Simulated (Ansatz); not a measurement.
## A series in temperature on Rh

Harmonic vibrational free energy, entropy and heat capacity at constant volume, per atom, from the force constants of a q mesh, imaginary modes left out; plane waves with PAW datasets, Gamma-centred k mesh. The results are calculated, by Ansatz 0.2.0.

Structure of every row (space group Fm-3m, No. 225):
```
Rh
1.0
      0.0000     1.8912     1.8912
      1.8912     0.0000     1.8912
      1.8912     1.8912     0.0000
Rh
1
Direct
  0.00000 0.00000 0.00000
```

Settings of every row: functional LDA; dispersion none; spin none; wave cutoff 420 eV; k mesh 20x20x20; occupations fermi dirac; smearing width 0.15 eV; volume over rest 1.02; phonon method linear response; q mesh 2x2x2.

Limits: coarse q mesh; metal sensitive to the k mesh.

```csv
row,temperature (K),phonon heat capacity (kB/atom),phonon entropy (kB/atom),phonon free energy (meV/atom)
1,200,2.64,2.694,11.8
2,300,2.832,3.808,-16.4
3,400,2.904,4.634,-53
4,500,2.938,5.286,-95.8
5,600,?,?,?
6,700,2.968,6.28,-195.9
7,800,2.975,6.677,-251.8
8,900,2.981,7.028,-310.9
9,1000,2.984,7.342,-372.8
```

Question: what phonon heat capacity and phonon entropy should row 5 give?

Worked fit of phonon heat capacity. At high temperature a harmonic heat capacity falls short of its limit by a term in 1/T², so take t = (100 K / T)². The shown rows have t = 0.25, 0.11111, 0.0625, 0.04, 0.02041, 0.01562, 0.01235, 0.01. Least squares give phonon heat capacity = 2.9998 − 1.5652 × t + 0.505 × t² kB/atom; a straight line predicts inner rows, each left out in turn, worse (root mean square 0.003 against 0.00037 kB/atom). All shown rows lie on it to the printed digit. The constant, 2.9998 kB/atom, is to be held against the harmonic limit of 3 k_B an atom. The withheld row has t = 0.02778, so the fit gives 2.9998 − 1.5652 × (0.02778) + 0.505 × (0.02778)² = 2.957 kB/atom.

The calculation gave 2.957 kB/atom. The fit meets it to the printed digit.

Worked fit of phonon entropy. Entropy rises as the heat capacity times the change of ln T, so take t = ln(T / 300 K). The shown rows have t = -0.4055, 0, 0.2877, 0.5108, 0.8473, 0.9808, 1.0986, 1.204. Least squares give phonon entropy = 3.8173 + 2.82035 × t + 0.09327 × t² kB/atom; a straight line predicts inner rows, each left out in turn, worse (root mean square 0.023 against 0.007 kB/atom). The rows lie off it by 0.005, -0.009, -0.002, 0.004, 0.006, 0.004, 0.000, -0.006 (root mean square 0.0052 kB/atom), a smooth pattern that one more power would take up: the form is only approximate. The slope at t = 0, 2.82 kB/atom, estimates the heat capacity at 300 K. The withheld row has t = 0.6931, so the fit gives 3.8173 + 2.82035 × (0.6931) + 0.09327 × (0.6931)² = 5.817 kB/atom.

The calculation gave 5.824 kB/atom. The fit lies 0.007 kB/atom (0.15 % of the column's range) below it; its largest miss of a shown row is 0.009 kB/atom.

The other values of row 5: phonon free energy -143.7 meV/atom.
